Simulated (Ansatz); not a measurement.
## Ba2O5: energy above lowest point and pressure against volume per atom

All results are calculated (Ansatz 0.2.0 development build). Equation of state of a cubic crystal from periodic Kohn-Sham density functional theory without spin; pressure corrected for the finite basis.

Cell of the first row (space group Pn-3m, No. 224):
```
cell vectors (Å)
   5.9764     0.0000     0.0000
   0.0000     5.9764     0.0000
   0.0000     0.0000     5.9764
atoms (fractions of the cell vectors)
Ba  0.00000  0.00000  0.00000
Ba  0.50000  0.50000  0.00000
Ba  0.50000  0.00000  0.50000
Ba  0.00000  0.50000  0.50000
O   0.50000  0.00000  0.00000
O   0.00000  0.50000  0.00000
O   0.00000  0.00000  0.50000
O   0.50000  0.50000  0.50000
O   0.75000  0.75000  0.25000
O   0.75000  0.25000  0.75000
O   0.25000  0.75000  0.75000
O   0.75000  0.25000  0.25000
O   0.25000  0.75000  0.25000
O   0.25000  0.25000  0.75000
```

Settings of every row: formula Ba2O5; structure type cubic X2O5; functional PBE; spin treatment none; k mesh 18x18x18; occupation method fermi-dirac; occupation width 0.061225619 eV; wave cutoff 420 eV; datasets soft-1 PAW; density cutoff ratio 4.

Limits: a cubic model structure, not a phase known at ambient conditions; no spin polarisation, a magnetic state may lie lower; no spin-orbit coupling, which can matter with elements this heavy.

```csv
row,volume per atom (Å³),energy above lowest point (meV/atom),pressure (GPa)
1,15.247,12.27,4.313
2,15.572,?,?
3,15.896,1.21,1.258
4,16.221,0,-0.039
5,16.545,1.28,-1.205
```

Question: what energy above lowest point and pressure should row 2 give?

Worked fit of energy above lowest point. Take u = (V_r/V)^(2/3) − 1 with V_r = 16.059 Å³ an atom, which is twice the finite (Eulerian) strain; such expansions in the strain, on which the Birch-Murnaghan equation of state is built, carry the rest volume and the bulk modulus. The shown rows have u = 0.0352, 0.00682, -0.00667, -0.01968. Least squares give energy above lowest point = 0.272 + 89.31 × u + 7145.1 × u² meV/atom; a straight line predicts inner rows, each left out in turn, worse (root mean square 3.3 against 0.011 meV/atom). The rows lie off it by 0.00, 0.00, 0.01, 0.00. Its lowest point lies at u = -0.0062, or V = 16.21 Å³ an atom, and the curvature there gives the bulk modulus at fixed shape and fractions, B = (4/9)(1 + u)² E″(u)/V = 62 GPa. The withheld row has u = 0.02074, so the fit gives 0.272 + 89.31 × (0.02074) + 7145.1 × (0.02074)² = 5.20 meV/atom.

The calculation gave 5.2 meV/atom. The fit meets it to the printed digit.

Worked fit of pressure. Take u = (V_r/V)^(2/3) − 1 with V_r = 16.059 Å³ an atom, which is twice the finite (Eulerian) strain; such expansions in the strain, on which the Birch-Murnaghan equation of state is built, carry the rest volume and the bulk modulus. The shown rows have u = 0.0352, 0.00682, -0.00667, -0.01968. Least squares give pressure = 0.5898 + 96.395 × u + 266.17 × u² GPa; a straight line predicts inner rows, each left out in turn, worse (root mean square 0.12 against 0.0046 GPa). The rows lie off it by 0.000, -0.002, 0.002, -0.001. The pressure vanishes at u = -0.0062, or V = 16.21 Å³ an atom, and there the bulk modulus at fixed shape and fractions is B = −V dP/dV = (2/3)(1 + u) dP/du = 61.7 GPa. The withheld row has u = 0.02074, so the fit gives 0.5898 + 96.395 × (0.02074) + 266.17 × (0.02074)² = 2.704 GPa.

The calculation gave 2.703 GPa. The fit lies 0.001 GPa (0.018 % of the column's range) above it, one unit of the last digit.
